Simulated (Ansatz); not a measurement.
## Zr: the change of energy above lowest point with volume scale

Free energy against uniform scaling of the volume at fixed shape and fractions; periodic cell, basis, potentials, k mesh and filling as listed. The results are calculated, by Ansatz 0.2.0.

The cell before it is scaled or strained (space group P6_3/mmc, No. 194):
```
CELL_PARAMETERS angstrom
3.23200 0.00000 0.00000
-1.61600 2.79900 0.00000
0.00000 0.00000 5.14700
ATOMIC_POSITIONS crystal
Zr 0.33333 0.66667 0.25000
Zr 0.66667 0.33333 0.75000
```

Settings of every row: functional PBE; dispersion none; potentials PAW; wave cutoff 571.44 eV; density cutoff 2285.8 eV; k mesh 10x10x5; k shift 0x0x0; occupations fermi dirac; smearing width 0.15 eV; spin none.

Limits: coarse k mesh, up to 40 meV an atom off.

| row | volume scale | V (Å³/atom) | energy above lowest point (meV/atom) |
| --- | --- | --- | --- |
| 1 | 0.9 | 20.953 | 88.7 |
| 2 | 0.925 | 21.535 | 49.9 |
| 3 | 0.95 | 22.117 | 23 |
| 4 | 0.975 | 22.699 | 6.7 |
| 5 | 1 | 23.281 | 0 |
| 6 | 1.025 | 23.863 | ? |
| 7 | 1.05 | 24.445 | 11.4 |
| 8 | 1.075 | 25.027 | 27.9 |
| 9 | 1.1 | 25.609 | 50.5 |

Question: what energy above lowest point should row 6 give?

Worked fit of energy above lowest point. Take u = (V_r/V)^(2/3) − 1 with V_r = 22.99 Å³ an atom, which is twice the finite (Eulerian) strain; such expansions in the strain, on which the Birch-Murnaghan equation of state is built, carry the rest volume and the bulk modulus. The shown rows have u = 0.0638, 0.04455, 0.02614, 0.00853, -0.00835, -0.04009, -0.05503, -0.0694. Least squares give energy above lowest point = 2.23 + 395.3 × u + 15371 × u² − 5054 × u³ meV/atom; a parabola predicts inner rows, each left out in turn, worse (root mean square 0.35 against 0.03 meV/atom). All shown rows lie on it to the printed digit. Its lowest point lies at u = -0.0128, or V = 23.44 Å³ an atom, and the curvature there gives the bulk modulus at fixed shape and fractions, B = (4/9)(1 + u)² E″(u)/V = 92.2 GPa. Letting shape and atoms relax would as a rule lower it, by much in layered, chain or molecular crystals. The withheld row has u = -0.02454, so the fit gives 2.23 + 395.3 × (-0.02454) + 15371 × (-0.02454)² − 5054 × (-0.02454)³ = 1.9 meV/atom.

The calculation gave 1.8 meV/atom. The fit lies 0.1 meV/atom (5.6 % of the value, 0.11 % of the column's range) above it, one unit of the last digit.
